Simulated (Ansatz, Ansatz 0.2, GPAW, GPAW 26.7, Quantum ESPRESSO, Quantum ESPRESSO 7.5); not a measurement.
# Work function of clean Pt(111) from LDA slabs: set-up, relaxation and lattice constant

## The measurement

The quantity compared is the work function of the clean (111) face of platinum, the energy needed to take an electron from the Fermi level to the vacuum just outside the surface. The reference is 5.91 ± 0.08 eV, tabulated from earlier experiments in "Properties of real metallic surfaces: Effects of density functional semilocality and van der Waals nonlocality" (2017, arXiv:1702.08515). The method behind the value is not given with it, and this report has no temperature or sample state to attach to it. Our own reservation is that a recommended value of this kind probably averages over measurements on single-crystal faces, and that individual determinations scatter more widely than the uncertainty suggests. Steps and adsorbates such as carbon lower the work function, so an imperfect surface would tend to give too small a value.

| compared with | measured | method |
| --- | --- | --- |
| work function of the clean Pt(111) face (eV) | 5.91 ± 0.08 | compiled from earlier experiments; the method is not given with the … |

Conditions are those given with the value in the passage it was taken from; "not stated" means there, and the paper may say more elsewhere. The values are a selection: others may have been left out beforehand as unlike or outlying.

## Model and target

We look for the cheapest level of theory that gives the work function within 0.3 eV of the reference. That is roughly the distance usually found between LDA and PBE work functions, so the target asks for the right general height of the surface barrier without pretending to settle which functional is best. It also leaves room for the scatter among real samples.

The model is an ideal, unreconstructed 1×1 slab, nonmagnetic, cut from fcc Pt at the rounded handbook lattice constant of 3.92 Å. Steps, adsorbates and atomic motion are absent; for the clean face we allow a few hundredths of an eV, as a rough figure, for temperature and zero-point motion. We begin with a thin slab and a local functional, then improve the slab and the sampling, and bring in a gradient-corrected functional if the results call for it. The level on which the verdict rests is to be checked for convergence and, where possible, against an independent program.

System: clean Pt(111) surface; fcc Pt, a = 3.92 A (handbook value rounded to two decimals); symmetric slab of 7 layers, 16 A of vacuum.

On the selection of runs and values: Measured values found for this system and left out of the comparison (struck on review, merged, far off every high level or without a partner): 1.

## 1. A thin slab in LDA

We start with LDA on three bulk-cut layers, with a coarse mesh and a low cutoff. The work function depends on a difference between two levels of the same calculation, so even this small slab should land within some tenths of an eV of a converged one. Three layers leave only a single layer between the two surfaces, however, and we expect thickness and sampling to matter. LDA usually gives higher work functions than PBE.

**Run 1.** Ansatz 0.2: LDA, bulk-cut slab at the handbook lattice constant, 3 layers, 6x6 mesh, 250 eV.

Key lines of the input:
```
crystal:
  lattice:
    - [2.7718585823, 0.0, 0.0]
    - [-1.3859292911, 2.4004999479, 0.0]
    - [0.0, 0.0, 20.5264261104]
  atoms:
    - { symbol: Pt, position: [0.6666666667, 0.3333333333, 0.389741495] }
    - { symbol: Pt, position: [0.0, 0.0, 0.5] }
    - { symbol: Pt, position: [0.3333333333, 0.6666666667, 0.610258505] }
hamiltonian:
  xc: lda
kpoints:
  mp_grid: { grid: [6, 6, 1] }
scf:
  occupations: { method: methfessel_paxton, width: 0.1 }
  convergence: { dr2_threshold: 1.0e-09 }
efield:
  axis: 3
  dipole_correction: true
basis:
  ecutwfc: "250 eV"
```

Command:
```
ansatz run input.yaml --threads 2 --pin off --max-ram 4096MiB --backend cpu --events-out ev --progress --plain --runs-dir out
```

Selected lines of the output:
```
Free energy (F): -36728.771544 eV
Work function:   Φ+ = 6.3376 eV   Φ− = 6.3384 eV
```

Converged; 1.1 s on 2 cores of Arm Neoverse V2, shared host. Warnings: cutoff_below_recommended (cutoff below the recommended one); vacuum_density_over_bound (the vacuum at the dipole layer isn't empty at the close); xc_potential_rough_in_thin_density (in short: The exchange-correlation potential varies sharply where the density is thin, so no vacuum level should be read from v_tot or v_xc; the notice says which field, if any, gives one).

| quantity | run 1 | measured | deviation |
| --- | --- | --- | --- |
| work function of the clean Pt(111) face (eV) | 6.338 | 5.91 ± 0.08 | +0.428 |
| lattice constant a used for the slab (Å) | 3.920 |  |  |

The thin slab gives 6.338 eV, which is 0.428 eV above the reference and outside the target. The two faces agree to within a thousandth of an electronvolt, as they should for a symmetric slab, but that says nothing about thickness, mesh or cutoff.

The notices bear on the same number. The cutoff is below the recommended one, and the vacuum is not quite empty where the dipole layer sits. The third warns against reading a vacuum level from the total or the exchange-correlation potential, which varies sharply where the density is thin; we use the work function that the program reports and draw no level from those potentials ourselves. With so light a set-up, the miss cannot yet be charged to LDA.

## 2. LDA on a proper slab

We keep the functional and the lattice constant and improve the slab: seven layers with the same 16 Å of vacuum, a 12×12 mesh and the default cutoff. Changing these together will not tell us which of them mattered, but it will show whether LDA itself is too high. We expect the value to come down. The run will cost more than the first, though it should still be cheap enough to make a gradient-corrected functional unnecessary if LDA meets the target.

**Run 2.** Ansatz 0.2: LDA, bulk-cut slab at the handbook lattice constant; 7 layers, 16 A vacuum, 12x12 mesh, default cutoff, MP smearing 0.1 eV.

Key lines of the input:
```
crystal:
  lattice:
    - [2.7718585823, 0.0, 0.0]
    - [-1.3859292911, 2.4004999479, 0.0]
    - [0.0, 0.0, 29.5792783313]
  atoms:
    - { symbol: Pt, position: [0.0, 0.0, 0.2704596072] }
    - { symbol: Pt, position: [0.3333333333, 0.6666666667, 0.3469730715] }
    # ... 1 more lines ...
    - { symbol: Pt, position: [0.0, 0.0, 0.5] }
    - { symbol: Pt, position: [0.3333333333, 0.6666666667, 0.5765134643] }
    - { symbol: Pt, position: [0.6666666667, 0.3333333333, 0.6530269285] }
    - { symbol: Pt, position: [0.0, 0.0, 0.7295403928] }
hamiltonian:
  xc: lda
kpoints:
  mp_grid: { grid: [12, 12, 1] }
scf:
  occupations: { method: methfessel_paxton, width: 0.1 }
  convergence: { dr2_threshold: 1.0e-09 }
efield:
  axis: 3
  dipole_correction: true
# cutoff taken by the program: 420 eV
```

Selected lines of the output:
```
Fermi energy:    9.530856 eV
Work function:   Φ+ = 6.0255 eV   Φ− = 6.0255 eV
```

Converged; wall time 18 s. Warnings: xc_potential_rough_in_thin_density.

| quantity | run 2 | measured | deviation |
| --- | --- | --- | --- |
| work function of the clean Pt(111) face (eV) | 6.026 | 5.91 ± 0.08 | +0.116 |
| lattice constant a used for the slab (Å) | 3.920 |  |  |

On the seven-layer slab LDA gives 6.026 eV, 0.116 eV above the reference and within the target. The value has dropped by 0.312 eV from the thin slab, more than the whole tolerance, so the first miss came mostly from the set-up. Thickness, mesh and cutoff changed together, and we cannot divide the drop among them.

The notices about the cutoff and the vacuum density are gone, the latter although the vacuum is 16 Å wide in both cells, so the width alone does not account for that notice. At 18 s of wall time there is no reason of cost to go back to a lighter slab.

## 3. Relaxation and a second program

Two checks at the LDA level come before the verdict. The first lets all layers but the central one relax at the same lattice constant, since the bulk-cut slab leaves out the displacement of the surface atoms. We expect a small change in the work function, because the close-packed face relaxes only slightly. The second repeats the bulk-cut slab in GPAW with plane waves, to see whether the result depends on the program and its description of the platinum core. A disagreement of a tenth of an electronvolt or more would call for a closer look.

**Run 3.** Ansatz 0.2: LDA, relaxed with the middle layers fixed at the handbook lattice constant; 7 layers, 16 A vacuum, 12x12 mesh, default cutoff, MP smearing 0.1 eV.

Key lines of the input, as changed from run 2:
```diff
+ relax:
+   f_tol: 0.01
+   max_steps: 40
+   constraints: [{ sites: [3] }]
```

Selected lines of the output:
```
relax step   4: F+E_penalty+E_count = -85713.21352094 eV  Δ(F+E_penalty+E_count) = -3.193e-5 eV  max|allowed force component| = 2.349e-3 eV/Å  Δτ_max = 0.0030 Å  (9 SCF iters, accepted)
Work function:   Φ+ = 5.9962 eV   Φ− = 5.9962 eV
```

Converged; wall time 49 s. Warnings: xc_potential_rough_in_thin_density.

Known limit of this kind of run: sound for the work function; the slab is held at the handbook lattice constant, and this functional's own constant was not determined.

**Run 4.** GPAW 26.7: LDA, plane waves 450 eV, bulk-cut slab of 7 layers at the handbook lattice constant, 12x12 mesh.

Key lines of the input:
```
slab.calc = GPAW(mode=PW(450), xc='LDA', kpts={'size': (12, 12, 1), 'gamma': True},
                 occupations={'name': 'fermi-dirac', 'width': 0.1}, nbands='130%',
                 convergence={'density': 1e-05}, maxiter=150,
                 symmetry={'tolerance': 1e-3}, txt='slab.txt')
below, above = np.interp([low - 6.5, high + 6.5], z, v)
```

Command:
```
OMP_NUM_THREADS=1 OPENBLAS_NUM_THREADS=1 python run.py
```

Selected lines of the output:
```
potential 6.5 A off the faces, from the Fermi level: lower 6.0115 eV, upper 6.0115 eV
```

Converged; 3.4 min on 1 core of Arm Neoverse V2, shared host.

| quantity | run 3 | run 4 | measured |
| --- | --- | --- | --- |
| work function of the clean Pt(111) face (eV) | 5.996 | 6.011 | 5.91 ± 0.08 |
| change of the first interlayer spacing from the bulk spacing (%) | −0.696 | – |  |
| change of the second interlayer spacing from the bulk spacing (%) | −2.137 | – |  |
| lattice constant a used for the slab (Å) | 3.920 | 3.920 |  |

Both checks leave LDA well inside the target. Relaxation lowers the work function by 0.029 eV to 5.996 eV, a small change as we expected. On the bulk-cut slab GPAW gives 6.011 eV, between one and two hundredths of an electronvolt below the first program on the same slab (run 2), although core description, cutoff and smearing all differ. Both programs used the same 12×12 mesh and seven layers, so their agreement does not test either of those.

The layer spacings are less satisfactory. The first contracts by 0.696 % and the second by 2.137 %, whereas the clean face is known for a slight outward relaxation of its top layer. A likely reason is the imposed lattice constant: if LDA prefers a smaller one, the slab is stretched in the plane and its layers draw together. With only the central layer held, that contraction can enter all the spacings. These numbers should therefore not be read as a pure surface relaxation.

## 4. LDA at its own lattice constant

We now relax the bulk cell in LDA first, build the slab at the resulting lattice constant and relax it again. This removes the mismatch between functional and cell, and shows how far the work function depends on it. We expect a slightly smaller lattice constant, a shift of a few hundredths of an electronvolt in the work function, and less contraction between the layers. The additional cost is justified because the verdict will rest on LDA.

**Run 5.** Ansatz 0.2: LDA, bulk cell relaxed first, slab built at that lattice constant and its relaxed with the middle layers fixed; 7 layers, 16 A vacuum, 12x12 mesh, default cutoff, MP smearing 0.1 eV.

Key lines of the input:
```
crystal:
  lattice:
    - [2.7529438187, 0.0, 0.0]
    - [-1.3764719094, 2.3841192822, 0.0]
    - [0.0, 0.0, 29.4866152928]
  atoms:
    - { symbol: Pt, position: [0.0, 0.0, 0.2713095389] }
    - { symbol: Pt, position: [0.3333333333, 0.6666666667, 0.3475396926] }
    # ... 1 more lines ...
    - { symbol: Pt, position: [0.0, 0.0, 0.5] }
    - { symbol: Pt, position: [0.3333333333, 0.6666666667, 0.5762301537] }
    - { symbol: Pt, position: [0.6666666667, 0.3333333333, 0.6524603074] }
    - { symbol: Pt, position: [0.0, 0.0, 0.7286904611] }
hamiltonian:
  xc: lda
kpoints:
  mp_grid: { grid: [12, 12, 1] }
scf:
  occupations: { method: methfessel_paxton, width: 0.1 }
  convergence: { dr2_threshold: 1.0e-09 }
efield:
  axis: 3
  dipole_correction: true
relax:
  f_tol: 0.01
  max_steps: 40
  constraints: [{ sites: [3] }]
# cutoff taken by the program: 420 eV
```

Selected lines of the output:
```
relax step   3: F+E_penalty+E_count = -85713.28781225 eV  Δ(F+E_penalty+E_count) = -4.062e-3 eV  max|allowed force component| = 8.745e-3 eV/Å  Δτ_max = 0.0224 Å  (10 SCF iters, accepted)
Work function:   Φ+ = 6.0299 eV   Φ− = 6.0298 eV
```

Converged; 39 s on 2 cores of Arm Neoverse V2, shared host. Warnings: stress_scf_threshold_loose (a loose SCF threshold for stresses); xc_potential_rough_in_thin_density.

| quantity | run 5 | measured | deviation |
| --- | --- | --- | --- |
| work function of the clean Pt(111) face (eV) | 6.030 | 5.91 ± 0.08 | +0.120 |
| change of the first interlayer spacing from the bulk spacing (%) | 0.709 |  |  |
| change of the second interlayer spacing from the bulk spacing (%) | −0.547 |  |  |
| lattice constant a used for the slab (Å) | 3.893 |  |  |
| surface energy (J/m²) | 1.999 |  |  |

At its own lattice constant LDA gives a work function of 6.030 eV, 0.120 eV above the reference and within the target. The lattice constant comes out at 3.893 Å, 0.027 Å below the handbook value, and the work function is 0.034 eV higher than on the relaxed slab at the handbook constant. The program notes that the SCF threshold was loose for stresses, which bears on the relaxed bulk cell. Since the whole change of lattice constant moves the work function so little, a small error in that cell would not endanger the result.

The layer spacings change more visibly. The first now expands by 0.709 %, in the outward direction known for the clean face, and the second contracts by only 0.547 %. This supports our reading of the earlier contraction as mainly an effect of the stretched cell. The surface energy of 1.999 J/m² is not compared here.

## Collected results

| run | settings | work function of the clean Pt(111) face (eV) | deviation | cost |
| --- | --- | --- | --- | --- |
| 1 | Ansatz: LDA, bulk-cut slab at the handbook lattice constant, 3 layers, 6x6 mesh, 250 eV | 6.338 | +0.428 | under 1 core-min |
| 2 | Ansatz: LDA, bulk-cut slab at the handbook lattice constant, 7 layers, 16 A vacuum, 12x12 mesh, default cutoff, MP smearing 0.1 eV | 6.026 | +0.116 | under 1 core-min |
| 3 | Ansatz: LDA, relaxed with the middle layers fixed at the handbook lattice constant, 7 layers, 16 A vacuum, 12x12 mesh, default cutoff, MP smearing 0.1 eV | 5.996 | +0.086 | 99 core-s |
| 4 | GPAW: LDA, plane waves 450 eV, bulk-cut slab of 7 layers at the handbook lattice constant, 12x12 mesh | 6.011 | +0.101 | 3.4 core-min |
| 5 | Ansatz: LDA, bulk cell relaxed first, 7 layers, 16 A vacuum, 12x12 mesh, default cutoff, MP smearing 0.1 eV | 6.030 | +0.120 | 77 core-s |
|  | measured | 5.91 ± 0.08 |  |  |

Further runs on the same system, made beside this series (convergence steps with loose settings among them):

| further | settings | work function of the clean Pt(111) face (eV) | deviation | cost | status |
| --- | --- | --- | --- | --- | --- |
| F1 | Ansatz: HSE06, bulk-cut slab of 5 layers, 13 A vacuum, 12x12 mesh, Fermi-Dirac 0.1 eV | 5.805 | −0.105 | 11 core-min | warnings: filled_band_counts_differ_across_k_points (k-points fill unequal …; vacuum_density_over_bound (the vacuum at the dipole layer isn't empty …; xc_potential_rough_in_thin_density |
| F2 | Quantum ESPRESSO: vdW-DF-cx, GBRV ultrasoft pseudopotentials, on the PBE-relaxed geometry, 7 layers, 16 A vacuum, 12x12 mesh, cold smearing 0.02 Ry (files made for PBE) | 5.914 | +0.004 | 6.3 core-min | warnings: large negative density |
| F3 | Ansatz: r2SCAN, single point on the PBE-relaxed geometry, 7 layers, 16 A vacuum, 12x12 mesh, default cutoff, MP smearing 0.1 eV | 5.737 | −0.173 | 98 core-s | warnings: xc_potential_rough_in_thin_density |
| F4 | Ansatz: PBE with spin-orbit coupling on the PBE-relaxed geometry, 7 layers, 16 A vacuum, 12x12 mesh, default cutoff, MP smearing 0.1 eV | 5.672 | −0.238 | 4.9 core-min | warnings: xc_potential_rough_in_thin_density |
| F5 | Ansatz: PBEsol, single point on the PBE-relaxed geometry, 7 layers, 16 A vacuum, 12x12 mesh, default cutoff, MP smearing 0.1 eV | 5.830 | −0.080 | under 1 core-min | warnings: xc_potential_rough_in_thin_density |
| F6 | Ansatz: PBE, relaxed with the middle layers fixed at the handbook lattice constant, 7 layers, 16 A vacuum, 12x12 mesh, default cutoff, MP smearing 0.1 eV | 5.688 | −0.222 | 97 core-s | warnings: xc_potential_rough_in_thin_density |
| F7 | Ansatz: RPBE, single point on the PBE-relaxed geometry, 7 layers, 16 A vacuum, 12x12 mesh, default cutoff, MP smearing 0.1 eV | 5.515 | −0.395 | under 1 core-min | warnings: xc_potential_rough_in_thin_density |
| F8 | Ansatz: PBE, bulk cell relaxed first, slab built at that lattice constant and its relaxed with the middle layers fixed, 7 layers, 16 A vacuum, 12x12 mesh, default cutoff, MP smearing 0.1 eV | 5.635 | −0.275 | 91 core-s | warnings: stress_scf_threshold_loose (a loose SCF threshold for stresses); xc_potential_rough_in_thin_density |
| F9 | Ansatz: PBE, bulk-cut slab at the handbook lattice constant, 7 layers, 16 A vacuum, 12x12 mesh, default cutoff, MP smearing 0.1 eV | 5.626 | −0.284 | under 1 core-min | warnings: xc_potential_rough_in_thin_density |
|  | measured | 5.91 ± 0.08 |  |  |  |

## Outcome

LDA meets the target of 0.3 eV. The bulk-cut seven-layer slab at the handbook lattice constant gives 6.026 eV, 0.116 eV above the reference, for under one core-minute.

The step that mattered was from the thin slab, which missed by 0.428 eV, to the better one, though we cannot say which of the changed settings did the work. Relaxation, a second program and LDA's own lattice constant each moved the result by only a few hundredths of an electronvolt. The last of these was not needed for the work function, but it turned the contraction of the first layer spacing into a slight expansion. Convergence of the LDA value with thickness, mesh, cutoff and vacuum width is not shown separately in this report.

The choice of functional weighs more. On the same slab PBE gives 5.626 eV, just inside the target from below at similar cost, by a margin too small to rely on while its convergence is not shown in this report, while RPBE on the PBE-relaxed geometry misses at 5.515 eV. The LDA agreement is therefore no proof that LDA describes the surface barrier correctly; its errors in exchange and correlation are known to cancel in part. Spin-orbit coupling is absent from our LDA runs. In PBE, the run that includes it (F4) lies only 0.016 eV below the relaxed slab without it (F6).

Steps or adsorbates such as carbon on the measured samples would lower the reference and could explain part of the LDA excess, but that is conjecture. Thermal and zero-point effects, roughly a few hundredths of an electronvolt, do not decide the matter. Measured values for one face commonly scatter by 0.1 to 0.2 eV, so this comparison cannot rank LDA against PBEsol, r2SCAN or HSE06.

[Logs are printed without paths, hosts, clocks, repeated set-up lines and the standing remarks that a program may print on its own settings, such as how far it seeks lower states.]

[The runs shown are a pick from a larger set of finished runs; failed, doubtful and other runs were left out of it ahead of writing. So were measured values far from every level or from commonly accepted values, and agreement can look better than it is. Lines of input and output are excerpts and may be shortened.]
